## One orbital that gives and takes: the radical H₂B–N–BHF

Count the valence electrons of H₂B–N–BHF. Two borons bring six, nitrogen five, fluorine seven and the three hydrogens three, which makes 21. Six single bonds use twelve of them, and three lone pairs on fluorine use six more. Three electrons remain, and they belong to nitrogen.

The nitrogen sits in a nearly straight B–N–B chain. Its two bonds lie along the chain, so two p orbitals stand across it, at right angles to each other. Three electrons in two orbitals make one pair and one odd electron. If this count describes the radical well, the odd electron should decide how the molecule responds when an electron is taken away or added.

In the simplest picture, removal takes the odd electron out of its orbital, and attachment puts a second electron beside it. Both changes then concern the same orbital. If the other electrons stayed where they were, the density lost in the first process would have the same shape as the density gained in the second. The counting thus makes a prediction without any adjustable number: atom by atom, the two responses should be equal.

Hirshfeld-condensed Fukui functions of the neutral doublet radical H₂B–N–BHF, computed with PySCF 2.14.0 at the PBE0/6-311+G(d,p) level on a GFN2-xTB geometry in the gas phase. Fukui minus refers to vertical electron removal and fukui plus to vertical attachment, with both ions treated as singlets.

```csv
row,fukui minus (e),computed element,fukui plus (e)
1,0.171,B,0.179
2,0.201,N,0.238
3,0.123,B,0.179
4,0.088,F,0.079
5,0.155,H,0.120
6,0.151,H,0.120
7,0.111,H,0.085
```

The column fukui minus gives the part of one electron that each atom loses on removal. The column fukui plus gives the part that each atom gains on attachment. The nuclei are held fixed, and each column adds up to one electron. The shares come from the Hirshfeld scheme, which divides the density at every point among the atoms in proportion to what the free atoms would have there.

### How far one orbital explains both columns

Nitrogen has the largest share in both columns, as the counting suggests, and fluorine has the smallest. Yet nitrogen supplies only 0.201 of the electron on removal and takes only 0.238 on attachment. The electron is nominally nitrogen's, but most of the change appears on the other atoms. A p orbital in a molecule mixes with the bonds around it, and the other electrons adjust as soon as the charge changes. The Hirshfeld scheme also counts some of the density around nitrogen as belonging to the atoms nearby.

The two columns have 0.899 of an electron in common, and only about a tenth is placed differently. That sounds like a triumph for the one-orbital picture, but any two broad distributions over seven atoms overlap a good deal. A fairer test is to predict fukui plus in two ways. Taking it equal to fukui minus gives a root-mean-square miss of 0.033 e per atom, while giving every atom one seventh of the electron gives 0.054 e. The picture therefore carries real information, but its miss is still about a quarter of an average share.

A closed-shell neighbour such as aminoborane, H₂B–NH₂, shows what is special here. Its electron leaves from the highest filled orbital, and an added one must enter an empty orbital of another shape. Its two columns would be maps of two different orbitals. In the radical they are two views of one orbital, so fukui minus should not be read as a map of lone pairs, nor fukui plus as a map of empty boron orbitals.

Sharing an orbital does not mean sharing an energy. Taking the odd electron out costs 10.665 eV, whereas adding a partner releases only 2.207 eV. In the one-orbital picture the difference, about 8.5 eV, is the price of putting two electrons in the same orbital, already lowered by the adjustment of all the others. The place is the same in both processes, but the second electron finds it occupied.

### Why atomic charge is a poor guide

It is tempting to expect an added electron to go to the most positive atoms. In the neutral radical nitrogen carries −0.156 e and fluorine −0.146 e, so the two are almost equally negative. Nitrogen nevertheless takes three times as much of the added electron as fluorine does. It even takes more than either of the positively charged borons.

The reason is that a charge sums over all the electrons on an atom, while the response depends mainly on the orbital in which the number of electrons changes. Fluorine is negative because it holds filled, tightly bound lone pairs, and these have no room for another electron. Nitrogen is negative too, but it has a half-filled orbital. A vacancy matters more here than a favourable charge.

### Why the two columns are not equal

The differences between the columns follow a pattern. All three hydrogens have larger shares on removal than on attachment. Together they supply 0.417 of the electron that leaves but take only 0.325 of the one that arrives. The chain B–N–B does the opposite, and its share rises from 0.495 to 0.596.

A frozen orbital cannot produce such a difference, so the other electrons must have moved. The densities show this directly. If one electron left a frozen orbital, the density would fall or stay the same at every point. In the calculation it rises in some regions, and these together gain a little over an eighth of an electron although the molecule as a whole loses one. On attachment the corresponding counterflow is larger, about a fifth of an electron.

Chemistry suggests where the electrons go. After removal, nitrogen has an empty p orbital next to several B–H bonds. Boron holds its electrons loosely, so these bonds are good donors, and part of their density leans over into the empty orbital. This is hyperconjugation, the same effect by which C–H bonds stabilise a neighbouring carbocation. Nitrogen recovers some of what it lost, and the hydrogens pay for it.

The charges of the cation show where the loss is counted. Nitrogen, from which the electron nominally departs, ends up at only +0.045 e, close to neutral. The two hydrogens of the BH₂ group, which were almost neutral before, end up at about +0.13 e each. These charges are the neutral ones plus the removal shares, so they restate that column and are no separate evidence for hyperconjugation.

After attachment the situation is reversed. Both p orbitals of nitrogen are full, and the B–H bonds find no vacancy there to donate into. Each boron, however, has a p orbital that is formally empty. Nitrogen's pair can lean towards these orbitals even in the neutral radical, and the more crowded nitrogen of the anion can push further density that way. The added charge thus stays nearer to the chain. The calculation shows the shift between hydrogens and chain; that donation from and to these particular orbitals causes it is an argument from bonding theory.

### A simple model of the shift

The argument can be put into one line. Start from the one-orbital prediction, take an amount t away from each hydrogen, give the same amount to each of the three chain atoms, and leave fluorine alone:

- boron and nitrogen: fukui plus = fukui minus + t
- hydrogen: fukui plus = fukui minus − t
- fluorine: fukui plus = fukui minus

Since three atoms gain and three lose, the total remains one electron. A least-squares fit to all seven atoms makes t the average size of the six shifts, taken from row 1 to row 3 and then from row 5 to row 7:

t = (0.008 + 0.037 + 0.056 + 0.035 + 0.031 + 0.026)/6 = 0.193/6 ≈ 0.032 e

For nitrogen the model then gives 0.201 + 0.032 = 0.233, against a computed 0.238. Nitrogen was part of the fit, so this illustrates the model and does not test it independently. Over all atoms the root-mean-square miss falls from 0.033 e to 0.014 e. The form of the model was chosen with the shifts in view, and its success shows that they are regular, not that hyperconjugation is their cause.

### The two borons

The model fails most clearly at the borons. It gives them the same shift, but the boron of the BH₂ group hardly changes between the columns, while the boron next to fluorine changes more than any other atom. The irregularity lies in the removal column. There the two borons supply 0.171 and 0.123 of the electron, whereas on attachment both take 0.179.

A possible reason is that the two ends of the molecule are unequal as donors but similar as acceptors. The BH₂ end has two B–H bonds that can feed the hole on nitrogen. At the other end one of them is replaced by a B–F bond, whose electrons are held much more tightly. Part of the density of a B–H bond is counted as boron's, so the boron with two such bonds should lose more. On attachment the empty p orbital should matter more, and each boron has one. Fluorine's lone pairs partly fill the one beside them, however, so this alone does not explain why the two shares come out equal.

The hydrogens give this idea no clear support. The one that shares its boron with fluorine supplies 0.111 of the electron, clearly less than either hydrogen of the BH₂ group, but on attachment it also takes less, 0.085 against 0.120. Its smaller share is therefore not special to removal, and donor strength alone does not explain it. Taken as a whole, the BH₂ end supplies 0.477 of the electron on removal and the BHF end only 0.322. On attachment the gap between the ends is about half as large. One molecule cannot settle the matter, and the explanation of the unequal borons remains a reasonable guess.

The same reasoning can be applied to the parent radical H₂B–N–BH₂. If its two ends are equivalent by symmetry, the difference between the borons must vanish in both columns. The contrast between removal and attachment should survive if, as argued here, it comes from the emptying and filling of the nitrogen orbital and not from fluorine.

### What the shares do and do not say

The large hydrogen shares should not be taken as proof that the hydrogens are reactive sites. The Hirshfeld scheme assigns density on the outside of a molecule to the outermost atoms, and here these are mostly hydrogens. The scheme uses the same weights for both columns, so the drop in the hydrogen shares reflects a real difference between the two density changes. Its exact size would depend on how the density is divided.

The removal column also belongs to a particular state of the cation, the singlet, in which the odd electron has gone and the pair remains. A nitrogen with two p orbitals of similar energy may instead prefer a triplet, with one electron in each. The electron would then have left the pair, and the pattern of loss would be that of a different orbital. No triplet was calculated, so it is not known here which state is lower, and the ionisation energy of 10.665 eV also belongs to the singlet. The singlet was treated as a single closed-shell configuration, which can be a poor description when two orbitals lie close in energy. The comparison of the two columns as two views of one orbital holds for the singlet only.
